G0W0 raises the empty levels of lonsdaleite by unequal amounts, mostly because exact exchange less the PBE potential differs from level to level, and screening removes these differences only in part. Measured from the valence top, the shifts in the table range from 1.2 to 1.7 eV and follow the energy of the level only loosely. The filled levels behave more simply: they sink by 6.5 to 8.3 % of their depth.

Lonsdaleite (2H carbon, P6_3/mmc, 4 atoms per cell), computed by one-shot G0W0 on PBE in Ansatz 0.2.0 with plane-wave PAW and no spin polarisation, at the r2SCAN geometry. The wave cutoff is 420 eV, the screening cutoff 120 eV and the k mesh 6×6×4, with 67 empty bands and contour deformation. Kohn–Sham and quasiparticle levels are each measured from their own valence top.

```csv
band,b (fraction of the reciprocal vector),c (fraction of the reciprocal vector),kohn sham level (eV),quasiparticle level (eV),exchange less vxc (eV),correlation (eV)
v2,0,0,0.000,0.000,-2.385,2.015
v1,0,0,0.000,0.000,-2.385,2.015
c1,0,0,4.994,6.563,6.124,-4.926
c2,0,0,4.994,6.563,6.124,-4.926
v2,0.1667,0,-1.446,-1.540,-2.604,2.140
v1,0.1667,0,-1.059,-1.142,-2.750,2.296
c1,0.1667,0,5.106,6.510,5.958,-4.925
c2,0.1667,0,6.261,7.928,6.568,-5.271
v2,0.1667,-0.5,-2.956,-3.193,-3.399,2.792
v1,0.1667,-0.5,-2.956,-3.193,-3.399,2.792
c1,0.1667,-0.5,6.627,8.127,6.436,-5.306
c2,0.1667,-0.5,6.627,8.127,6.436,-5.306
v2,0.3333,0,-3.879,-4.188,-3.489,2.810
v1,0.3333,0,-2.562,-2.775,-3.347,2.763
c1,0.3333,0,4.752,5.954,5.722,-4.891
c2,0.3333,0,7.642,9.355,7.036,-5.693
v2,0.3333,0.25,-3.614,-3.902,-3.550,2.892
v1,0.3333,0.25,-3.235,-3.500,-3.561,2.926
c1,0.3333,0.25,4.836,6.059,5.748,-4.895
c2,0.3333,0.25,6.788,8.302,6.527,-5.384
v2,0.3333,-0.5,-4.508,-4.868,-4.003,3.273
v1,0.3333,-0.5,-4.508,-4.868,-4.003,3.273
c1,0.3333,-0.5,5.721,7.029,6.024,-5.087
c2,0.3333,-0.5,5.721,7.029,6.024,-5.087
```

In the table, v1 and v2 are the two highest filled levels at a point of reciprocal space, and c1 and c2 the two lowest empty ones. Points are written here as (b, c), the first coordinate being zero, and Γ is (0, 0). A shift is the quasiparticle level less the Kohn–Sham level.

**Why filled and empty levels part.** Exact exchange lowers an orbital according to how strongly its charge overlaps with that of the filled orbitals. A filled orbital belongs to that set and gains much, while an empty one gains less. The PBE potential $v_{xc}$ is a single function of position that acts on both alike, so, measured against exact exchange, it binds filled orbitals too weakly and empty ones too strongly. Hence exchange less $v_{xc}$, written $\Delta_x$ below, is negative in every filled row and positive in every empty one.

**What screening does.** The other electrons rearrange around an added electron or hole and so lower the energy needed to add or remove an electron. That pulls an empty level down and pushes a filled one up. This response is the correlation column, and it opposes $\Delta_x$ in every row. If all of $\Delta_x$ were weakened by the static dielectric constant $\varepsilon$, the correlation would be $-(1-1/\varepsilon)\Delta_x$ and only $\Delta_x/\varepsilon$ would survive. Measured from the valence top, the shift would then be

$$\text{shift} \approx \frac{\Delta_x-\Delta_x^{\text{top}}}{\varepsilon}.$$

The same calculation gives $\varepsilon\approx5.75$. For the empty pair at Γ the estimate is $(6.124+2.385)/5.75=1.48$ eV, about 6 % below the G0W0 shift of 1.57 eV. No constant was adjusted to this row or to any other.

**Where the estimate fails.** It gives the mean shift of the nine distinct empty levels to within 0.05 eV, but it makes them too much alike. The worst case is the lowest printed empty level, c1 at (0.3333, 0), where it gives 1.4 eV against 1.2 eV in G0W0. A straight line through the empty levels says that on average about 38 % of a difference in $\Delta_x$ survives in the shift, although $1/\varepsilon$ is only 17 %. Single pairs of levels can depart far from this average. For the filled levels the estimate has the right sign, since $\Delta_x$ is on the whole more negative for the deeper ones, but it makes every level below the top sink too little, by 0.02 to 0.12 eV.

The estimate cancels the same fraction of $\Delta_x$ in every level, but the correlation part also depends on the energy of the added electron. As that energy rises, it comes closer to the energies at which the other electrons are excited most strongly, and their response pulls the added electron down more. The renormalisation factors $Z$ of the same run give the slope as $1-1/Z$. They are 0.82 to 0.84 for these levels, so the correlation part falls by about 0.2 eV for each eV of energy. The lowest and highest printed empty levels lie 3.4 eV apart in G0W0. If the slope holds between them, their correlation parts should differ by about 0.7 eV, and the table has 0.8 eV.

Among the empty levels, then, the correlation part follows mostly the energy, and a difference in $\Delta_x$ between two levels of like energy can survive almost whole. Theory offers a possible reason. The static dielectric constant describes the response to a field that varies slowly over many atoms, whereas two empty orbitals differ mainly in how their charge is spread within a cell. Over such short distances the electrons screen less well. This last step is expected, not tested here.

**The irregular pair at Γ.** This pair lies 0.11 eV below c1 at (0.1667, 0), yet it rises by 0.17 eV more. The two lie so close in energy that their correlation parts can be nearly equal, and they agree to about 0.001 eV. The whole difference therefore comes from exchange less $v_{xc}$. Symmetry offers a possible reason. Each atom sits on a threefold axis, and a degenerate pair at Γ can then hold neither s nor $p_z$ character on the atoms. Of the valence orbitals, only the p orbitals lying in the hexagonal plane remain. Away from Γ such mixing is allowed for levels of suitable mirror symmetry. A difference in character of this kind may set the exchange part, but the make-up of the orbitals is not examined here.

The level c2 at (0.1667, 0) is irregular too, since it rises more than two levels that lie above it. Its $\Delta_x$ is larger than theirs. Compared with c2 at (0.3333, 0.25), however, most of the extra rise comes from a weaker correlation part, as expected for a level that lies lower in energy.

**Exchange or energy as a guide.** Over the nine distinct empty levels, a straight line in $\Delta_x$ leaves a scatter of 0.08 eV in the shift, and a line in level energy leaves 0.12 eV. Since $\Delta_x$ is itself a part of the shift, this locates the variation rather than proving its cause. The analysis printed below sets the screened-exchange estimate beside the shift for each level.

**What this means for the gap.** The lowest empty state of the crystal lies at K, (1/3, 1/3, 0), outside the plane of printed points, and it rises by only 1.01 eV. A rigid shift taken from Γ would therefore make the indirect gap too wide by $1.57-1.01=0.56$ eV relative to the G0W0 value of 4.33 eV. That value itself probably lies somewhat low, because G0W0 gaps at settings of this kind fall short of the basis limit by 6 to 9 % in the median. A correction meant for the band gap has to be computed at the two band edges, not borrowed from a convenient point.

The analysis program printed:

```
Shifts from the valence top:
  row  G0W0 shift (eV)  exchange part cancelled by correlation (%)  screened-exchange estimate (eV)  estimate less shift (eV)
   v2                0                                       84.49                                0                         0
   v1                0                                       84.49                                0                         0
   c1            1.569                                       80.44                            1.481                  -0.08822
   c2            1.569                                       80.44                            1.481                  -0.08822
   v2           -0.094                                       82.18                         -0.03811                   0.05589
   v1           -0.083                                       83.49                         -0.06352                   0.01948
   c1            1.404                                       82.66                            1.452                   0.04789
   c2            1.667                                       80.25                            1.558                    -0.109
   v2           -0.237                                       82.14                          -0.1765                   0.06054
   v1           -0.237                                       82.14                          -0.1765                   0.06054
   c1              1.5                                       82.44                            1.535                   0.03507
   c2              1.5                                       82.44                            1.535                   0.03507
   v2           -0.309                                       80.54                          -0.1921                    0.1169
   v1           -0.213                                       82.55                          -0.1674                   0.04559
   c1            1.202                                       85.48                            1.411                    0.2088
   c2            1.713                                       80.91                            1.639                  -0.07351
   v2           -0.288                                       81.46                          -0.2027                   0.08526
   v1           -0.265                                       82.17                          -0.2047                   0.06035
   c1            1.223                                       85.16                            1.415                    0.1923
   c2            1.514                                       82.49                            1.551                   0.03691
   v2            -0.36                                       81.76                          -0.2816                   0.07843
   v1            -0.36                                       81.76                          -0.2816                   0.07843
   c1            1.308                                       84.45                            1.463                    0.1554
   c2            1.308                                       84.45                            1.463                    0.1554
cancellation expected from the static dielectric constant (%): 82.6
mean shift of the nine distinct empty levels (eV): 1.456
mean estimate for the same levels (eV): 1.501
rms miss of the estimate for the same levels (eV): 0.1223
scatter of empty-level shifts about a line in energy (eV): 0.1249
scatter about a line in exchange less vxc (eV): 0.07945
slope of shift against exchange less vxc, empty levels (eV per eV): 0.3828
slope of shift against exchange less vxc, filled levels (eV per eV): 0.2221
exchange part, Gamma doublet less c1 at (0.1667, 0) (eV): 0.166
correlation part, Gamma doublet less c1 at (0.1667, 0) (eV): -0.001
exchange part, Gamma doublet less lowest printed c1 (eV): 0.402
correlation part, Gamma doublet less lowest printed c1 (eV): -0.035
shift of the conduction minimum at K (eV): 1.01
least deepening of filled levels (% of depth): 6.501
greatest deepening of filled levels (% of depth): 8.314
```
